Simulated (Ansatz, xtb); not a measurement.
# C4H10Sn: which of two isomers lies lower

Structure a: `CC[CH2][Sn][CH3]`, a singlet. Structure b: `[CH3][Sn][CH](C)C`, a singlet. Both are isolated molecules in the gas phase, relaxed with PBE0-D3(BJ)/def2-SVP; the shapes shown needn't be the lowest conformers.

a (Å):

```yaml
atoms:
  - { symbol: C, position_ang: [-0.7035, 0.9997, -2.0017] }
  - { symbol: C, position_ang: [-0.0570, 0.9991, -0.6238] }
  - { symbol: C, position_ang: [-0.9836, 0.4774, 0.4663] }
  - { symbol: C, position_ang: [0.2863, -2.3815, -0.3962] }
  - { symbol: Sn, position_ang: [-1.6736, -1.6290, 0.2869] }
  - { symbol: H, position_ang: [-1.6261, 1.6025, -2.0092] }
  - { symbol: H, position_ang: [-0.0329, 1.4063, -2.7743] }
  - { symbol: H, position_ang: [-0.9789, -0.0225, -2.3184] }
  - { symbol: H, position_ang: [0.2731, 2.0278, -0.3864] }
  - { symbol: H, position_ang: [0.8656, 0.3947, -0.6546] }
  - { symbol: H, position_ang: [-1.8744, 1.1215, 0.5665] }
  - { symbol: H, position_ang: [-0.4817, 0.5033, 1.4542] }
  - { symbol: H, position_ang: [0.3074, -3.4789, -0.4601] }
  - { symbol: H, position_ang: [1.0793, -2.0464, 0.2937] }
  - { symbol: H, position_ang: [0.5250, -1.9680, -1.3908] }
```

b (Å):

```json
{"atom": "C", "x (Å)": "-2.4321", "y (Å)": "1.4072", "z (Å)": "-1.2319"}
{"atom": "C", "x (Å)": "-0.7273", "y (Å)": "-0.3119", "z (Å)": "0.9142"}
{"atom": "C", "x (Å)": "-0.5185", "y (Å)": "-1.4337", "z (Å)": "1.9210"}
{"atom": "C", "x (Å)": "-0.1428", "y (Å)": "1.0113", "z (Å)": "1.3998"}
{"atom": "Sn", "x (Å)": "-2.8786", "y (Å)": "-0.0385", "z (Å)": "0.3740"}
{"atom": "H", "x (Å)": "-2.2895", "y (Å)": "2.3985", "z (Å)": "-0.7650"}
{"atom": "H", "x (Å)": "-1.5009", "y (Å)": "1.1545", "z (Å)": "-1.7640"}
{"atom": "H", "x (Å)": "-3.2570", "y (Å)": "1.4963", "z (Å)": "-1.9542"}
{"atom": "H", "x (Å)": "-0.2373", "y (Å)": "-0.5803", "z (Å)": "-0.0414"}
{"atom": "H", "x (Å)": "-0.9050", "y (Å)": "-2.4001", "z (Å)": "1.5587"}
{"atom": "H", "x (Å)": "-1.0288", "y (Å)": "-1.2216", "z (Å)": "2.8765"}
{"atom": "H", "x (Å)": "0.5522", "y (Å)": "-1.5784", "z (Å)": "2.1570"}
{"atom": "H", "x (Å)": "-0.2069", "y (Å)": "1.8040", "z (Å)": "0.6379"}
{"atom": "H", "x (Å)": "0.9247", "y (Å)": "0.9051", "z (Å)": "1.6692"}
{"atom": "H", "x (Å)": "-0.6523", "y (Å)": "1.3805", "z (Å)": "2.3080"}
```

Quicker runs give these differences E(b) − E(a): GFN2-xTB +2.49 kcal/mol; HF/STO-3G +2.14 kcal/mol (at GFN2-xTB geometries); r2SCAN-D4/def2-SVP +1.81 kcal/mol (at GFN2-xTB geometries).

Estimate E(b) − E(a) at the level CCSD(T)/def2-SVP + ΔMP2/def2-TZVPP.

Calculated at CCSD(T)/def2-SVP + ΔMP2/def2-TZVPP: E(b) − E(a) = +1.37 kcal/mol, so structure a lies lower.

How the difference moves with the method:

| level | geometry | E(b) − E(a) (kcal/mol) | departure from the last row (kcal/mol) | job, with rough time for the two |
| --- | --- | --- | --- | --- |
| GFN2-xTB | GFN2-xTB | +2.49 | +1.11 | optimisation, 0.22 s |
| HF/STO-3G | GFN2-xTB | +2.14 | +0.77 | single point, 1 s |
| r2SCAN-D4/def2-SVP | GFN2-xTB | +1.81 | +0.44 | single point, 4.8 s |
| PBE0-D3(BJ)/def2-SVP | PBE0-D3(BJ)/def2-SVP | +1.59 | +0.22 | optimisation, 95 s |
| HF/def2-SVP | PBE0-D3(BJ)/def2-SVP | +1.83 | +0.46 | part of the CCSD(T) run |
| MP2/def2-SVP | PBE0-D3(BJ)/def2-SVP | +1.07 | −0.30 | part of the CCSD(T) run |
| CCSD(T)/def2-SVP | PBE0-D3(BJ)/def2-SVP | +1.21 | −0.17 | single point |
| CCSD(T)/def2-SVP + ΔMP2/def2-TZVPP | PBE0-D3(BJ)/def2-SVP | +1.37 |  | single point, 1.7 min |

As drawn, both hold the same kinds of bond in the same numbers. Structure a has 2 methyl groups, b 3.

The levels shown agree on the order. The largest departure from CCSD(T)/def2-SVP + ΔMP2/def2-TZVPP is that of GFN2-xTB, 1.11 kcal/mol. The last row adds to CCSD(T) the change of the MP2 difference between the two basis sets, here +0.17 kcal/mol.

With harmonic frequencies from PBE0-D3(BJ)/def2-SVP (ideal gas, rigid rotor, one conformer each, 298.15 K, 1 atm): on the last row, ΔE + ΔZPE = +1.02 kcal/mol. A mode under 50 cm⁻¹ makes harmonic enthalpies and free energies unreliable, so none is given.

The correlated steps freeze 8 core orbitals; the filled d shell of Sn is correlated, in a basis made for valence electrons. Atoms past krypton carry core potentials in the def2 sets, other sets are all-electron and non-relativistic, and no spin–orbit term is included. Programs: Ansatz 0.2.0, xtb 6.7.1; the last row on 2 threads of Arm Neoverse V2 on a shared host.

The straight-chain propyl stannylene lies slightly below its isopropyl isomer, by +1.37 kcal/mol, and zero-point energy narrows the gap without reversing it. This runs against the usual alkane preference for branching, and the polarity of the Sn–C bond is the probable reason. Tin is less electronegative than carbon, so the attached carbon carries extra electron density, which a primary carbon accommodates better than a secondary one. Crowding around tin probably adds little, since the Sn–C bonds are long.

Correlation works the other way: in the same basis the gap falls from +1.83 kcal/mol with Hartree–Fock to +1.21 with CCSD(T). This suggests that the more compact isopropyl group gains more from medium-range attraction between its electron pairs, an effect that MP2 somewhat overstates. The ordering applies to the isolated singlet monomers and doesn't show which isomer would better resist dimerisation, the common fate of unhindered stannylenes.
